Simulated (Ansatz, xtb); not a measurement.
**Ligand exchange: C3H8 + BH(CH3)Cl → C2H5Cl + BH(CH3)2**

Species: C3H8 (propane) `CCC`, singlet; BH(CH3)Cl, singlet; C2H5Cl (chloroethane) `CCCl`, singlet; BH(CH3)2, singlet. The partners trade CH3 for Cl: C–CH3 and B–Cl bonds give way to C–Cl and B–CH3.

Shapes, held fixed at every level: PBE0-D4/def2-TZVP. Programs: Ansatz 0.2.0, xtb 6.7.1, xtb 6.7.1 later snapshot. The zero-point and thermal change to 298 K, harmonic and unscaled (PBE0-D4/def2-TZVP), is -4.7 kJ/mol.

```json
{"level": "GFN2-xTB", "kind": "semi-empirical", "ΔH(298 K) (kJ/mol)": "+115.8", "less CCSD(T)/CBS estimate": "+10.3"}
{"level": "r2SCAN-D4/def2-TZVPP", "kind": "meta-GGA", "ΔH(298 K) (kJ/mol)": "+104.5", "less CCSD(T)/CBS estimate": "-1.0"}
{"level": "B3LYP-D4/def2-TZVPP", "kind": "global hybrid", "ΔH(298 K) (kJ/mol)": "+102.5", "less CCSD(T)/CBS estimate": "-3.0"}
{"level": "B2PLYP/def2-TZVPP", "kind": "double hybrid", "ΔH(298 K) (kJ/mol)": "+105.7", "less CCSD(T)/CBS estimate": "+0.2"}
{"level": "CCSD(T)/def2-SVP", "kind": "coupled cluster or CI", "ΔH(298 K) (kJ/mol)": "+129.0", "less CCSD(T)/CBS estimate": "+23.5"}
{"level": "CCSD(T)/def2-TZVPP", "kind": "coupled cluster or CI", "ΔH(298 K) (kJ/mol)": "+108.8", "less CCSD(T)/CBS estimate": "+3.3"}
{"level": "CCSD/def2-TZVPP", "kind": "coupled cluster or CI", "ΔH(298 K) (kJ/mol)": "+108.5", "less CCSD(T)/CBS estimate": "+3.0"}
{"level": "CCSD(T)/CBS estimate", "kind": "coupled cluster or CI", "ΔH(298 K) (kJ/mol)": "+105.5", "less CCSD(T)/CBS estimate": "0.0"}
```

The highest level, CCSD(T)/CBS estimate, gives ΔH(298 K) = +105.5 kJ/mol; the levels span +102.5 to +129.0. The column of differences is taken from that level and isn't an error. No measured value is set beside it here. The CBS estimate extrapolates MP2 from def2-TZVPP and def2-QZVPP and adds CCSD(T) − MP2 in the triple-zeta set, cores frozen.

The exchange is strongly endothermic at every level, with +105.5 kJ/mol at the highest, so chlorine clearly prefers boron to carbon when methyl is the alternative partner. The B–Cl bond is strongly polar and is reinforced by donation from a chlorine lone pair into the empty boron p orbital. In chloroethane the saturated carbon offers no comparable acceptor, and the methyl group that replaces chlorine on boron can supply only weaker hyperconjugation. The thermal term is small beside the total, so the preference is electronic in origin.

Within coupled cluster, the basis matters far more than the triples: going from def2-SVP to def2-TZVPP lowers the enthalpy from +129.0 to +108.8 kJ/mol, whereas CCSD in the larger set already gives +108.5, probably because the small set describes polarisation and correlation unevenly in the B–Cl and C–Cl bonds. With equal numbers of molecules on both sides, entropy is unlikely to overturn the preference in the gas phase, but the reaction enthalpy says nothing about the barrier to exchange.
